Q: Copper squeezed by 6% in volume pushes back with 11.75 GPa, yet stretched by the same 6% it pulls with only 8.20 GPa. If the bonds act as springs, why are the two not equal?

Ansatz 0.2.0, r2SCAN, scalar-relativistic PAW, plane waves to 500 eV: fcc copper at fixed volumes, without spin polarization or dispersion correction, 20×20×20 k mesh, Gaussian smearing of 0.1 eV. Energies are taken at zero smearing, relative to copper's standard crystal in the same functional; pressure is positive in compression.

```
volume (Å³/atom)  shortest distance (Å)  energy over elements (eV/atom)  pressure (GPa)
          10.754                  2.478                           0.022          11.750
          11.098                  2.504                           0.004           5.320
          11.153                  2.508                           0.002           4.390
          11.441                  2.529                          -0.002          -0.030
          11.784                  2.554                           0.003          -4.490
          11.810                  2.556                           0.004          -4.800
          11.956                  2.567                           0.009          -6.430
          12.127                  2.579                           0.017          -8.200
          13.198                  2.653                           0.101         -16.150
          13.219                  2.654                           0.103         -16.260
```

A: Because the spring weakens as it is stretched. Pressure is positive in compression and negative in tension, and every row is the same face-centred cubic metal, so one spring describes them all. Its constant is the bulk modulus, B = −V dP/dV, where V is the volume per atom and P the pressure. Comparing neighbouring rows gives about 204 GPa between the two smallest volumes and about 69 GPa between the two largest, with a drop at every step. The unequal forces at 6% and the flattening tension at large volume are therefore one and the same fact.

Q: Must a crystal soften like that, or is it special to copper?

A: Some softening is unavoidable, as the limiting cases show. At the rest volume the tension is zero, and between atoms pulled infinitely far apart it is zero again. In between it must pass through a maximum, where the stiffness has vanished. In the opposite limit, strong compression, repulsion takes over and the stiffness keeps growing. What is particular to copper is how fast the stiffness changes from one limit towards the other.

Q: What sets that rate?

A: The contest between attraction and repulsion, and how steeply each of them falls off with distance. Take the simplest metal, a gas of electrons among point-like ions. Confinement raises the kinetic energy as V^(−2/3), while the attraction to the ions goes as −V^(−1/3). With V₀ the rest volume, v = V/V₀ and K a constant, the pressure is

P = K [v^(−5/3) − v^(−4/3)]

B = K [(5/3) v^(−5/3) − (4/3) v^(−4/3)]

At v = 1 the stiffness is K/3, and it falls by 3% for each 1% of added volume.

Q: Does copper follow this?

A: No, it softens faster. With both coefficients adjusted to the eight rows within about 6% of the rest volume, this form gives the last row a tension of 18.8 GPa. The calculation gives 16.3 GPa. Copper needs forces that die away more quickly with distance than those of this simple gas.

Repulsion between the ions is a natural candidate. The ions are not points, and copper's carry nearly filled d shells that overlap with those of their neighbours. The Pauli principle makes such overlap costly, and the cost decays roughly exponentially as the atoms separate. The table does not split the energy into these parts, so it shows that the forces fall off steeply, but not whether the repulsion or the attraction is responsible, nor which electrons are. Sodium, which has no d shell and whose small cores hardly touch, is known to be far softer and to lose its stiffness less rapidly for the same relative expansion.

Q: Can the exponential decay be put into a formula I can use?

A: Yes, through a binding curve with one energy scale and one decay constant, which stands for repulsion and attraction together. Let x = (V/V₀)^(1/3) be the relative spacing, W the depth of the well and s the decay constant:

E = −W [1 + s(x − 1)] exp[−s(x − 1)]

Differentiating with respect to volume, with dV = 3V₀x² dx, gives the Vinet equation:

P = 3B₀ (1 − x)/x² · exp[s(1 − x)], with B₀ = W s²/(9V₀)

The factor 1 − x is the spring, and the exponential is most of its weakening. The factor 1/x² adds to it, because the force is spread over a larger area as the crystal expands. The same eight rows give V₀ = 11.44 Å³, B₀ = 163 GPa and s = 6.09. Near rest, the stiffness then falls by 1 + 2s/3, or about 5%, for each 1% of added volume.

Q: Try it on a row that the fit has not seen.

A: Take the last one, at 13.219 Å³. Its relative spacing is x = (13.219/11.44)^(1/3) = 1.0494, so

P = 3 × 162.9 × (−0.0494)/1.101 × exp(−6.087 × 0.0494)

P = −21.9 × 0.740 = −16.2 GPa

The calculation gives −16.3 GPa, whereas a pressure that ran on in a straight line with its slope at the rest volume (the output calls this constant stiffness) would give about −25 GPa. The rows near rest thus foretell the softening at 16% expansion, but only with the help of the Vinet form: their curvature fixes s, and the form carries it outwards. The rows end well before the tension reaches its maximum, so they test neither that maximum nor the well depth W. The printed analysis after this text compares both forms on the two rows left out of the fit.

Q: The energy looks lopsided too, but less so than the pressure. Is that the same effect?

A: It is, seen through an integral. Measured from the lowest row, squeezing by 6% costs 0.024 eV per atom and stretching by 6% costs 0.019 eV. That ratio is about 1.3, against 1.4 for the pressures. The energy is the work done along the whole path, and much of that path lies near rest, where the spring is still almost symmetric.

Q: Some rows look odd. The energy leaps from 0.017 to 0.101 eV, and at the minimum it is even negative.

A: The leap comes from the spacing of the rows: the volume jumps there from 12.127 to 13.198 Å³, and the smooth curve runs straight through. The negative value, −0.002 eV, is measured against the element's standard crystal, which is this same structure. It is a small offset of the reference and not a sign of a more stable phase; its origin cannot be read from these data. Where two rows nearly coincide, as at the end of the table, the stiffness taken from their difference is uncertain by several per cent, because the printed pressures differ by only 0.11 GPa.

Q: I work with real copper, which has roughly 11.8 Å³ per atom and a bulk modulus of roughly 140 GPa. Is 163 GPa simply wrong?

A: It is the stiffness of a crystal that is too small. The calculation puts the rest volume about 3% below the real one, and at 5% per 1% that alone should change the stiffness by about 15%. Indeed, the fitted curve gives 138 GPa at 11.81 Å³, close to the measured value. So most of the excess stiffness goes with the error in volume. Part of that volume error is to be expected, since the calculation leaves out thermal expansion and zero-point motion; how much remains for the functional was not calculated.

For practical use, this means that a calculated modulus should be quoted together with its volume. A modulus taken at the calculated minimum and one taken at the measured volume answer different questions, and for copper they differ by 25 GPa.

Printed output of the fit:

```
fit of pressure on 8 rows (vol < 12.5): coefficient of (1-xr)/xr**2*exp(s*(1-xr)) 488.8 +/- 0.13, s 6.087; rms 0.00414, worst 11.153 0.00772, leave-one-out rms 0.0087
  rows outside the fit (model, value, miss): 13.198 -16.12, -16.15, 0.0329; 13.219 -16.23, -16.26, 0.0317
fit of pressure on 8 rows (vol < 12.5): coefficient of vr**(-5/3) 491.1 +/- 6.8, coefficient of vr**(-4/3) -490.9 +/- 6.8; rms 0.22, worst 10.754 -0.37, leave-one-out rms 0.363
  rows outside the fit (model, value, miss): 13.198 -18.68, -16.15, -2.53; 13.219 -18.84, -16.26, -2.58
Stiffness and energy along the curve:
     row  stiffness from previous row GPa  stiffness from Vinet fit GPa  computed energy above minimum row meV  energy from fitted pressure meV
  10.754                              n/a                         219.5                                  23.56                            23.61
  11.098                            204.2                         189.2                                   5.49                            5.495
  11.153                            188.1                         184.7                                   3.81                            3.827
  11.441                            173.4                         162.8                                      0                        0.0001698
  11.784                              151                         139.6                                      5                             4.98
   11.81                            140.7                           138                                   5.77                            5.733
  11.956                            132.7                         129.1                                  10.87                            10.86
  12.127                            124.6                         119.3                                  18.73                            18.68
  13.198                            93.99                         70.34                                  102.7                            102.6
  13.219                            69.19                         69.56                                  104.8                            104.8
Volume of zero pressure, Å³/atom: 11.44
Conventional edge at zero pressure, Å: 3.577
Bulk modulus at zero pressure, GPa: 162.9
Pressure derivative of bulk modulus at zero pressure: 5.058
Pressure at 6% compression over tension at 6% expansion: 1.433
Energy cost at 6% compression over cost at 6% expansion: 1.258
Volume increase of last row over zero-pressure volume, %: 15.56
Pressure of last row if stiffness stayed constant, GPa: -25.35
Computed tension of last row as share of constant-stiffness value, %: 64.14
Fitted stiffness at 11.81 Å³, GPa: 138
Fitted stiffness of last row as share of zero-pressure value, %: 42.7
Largest gap between fitted-pressure energy and computed energy, meV: 0.09592
```
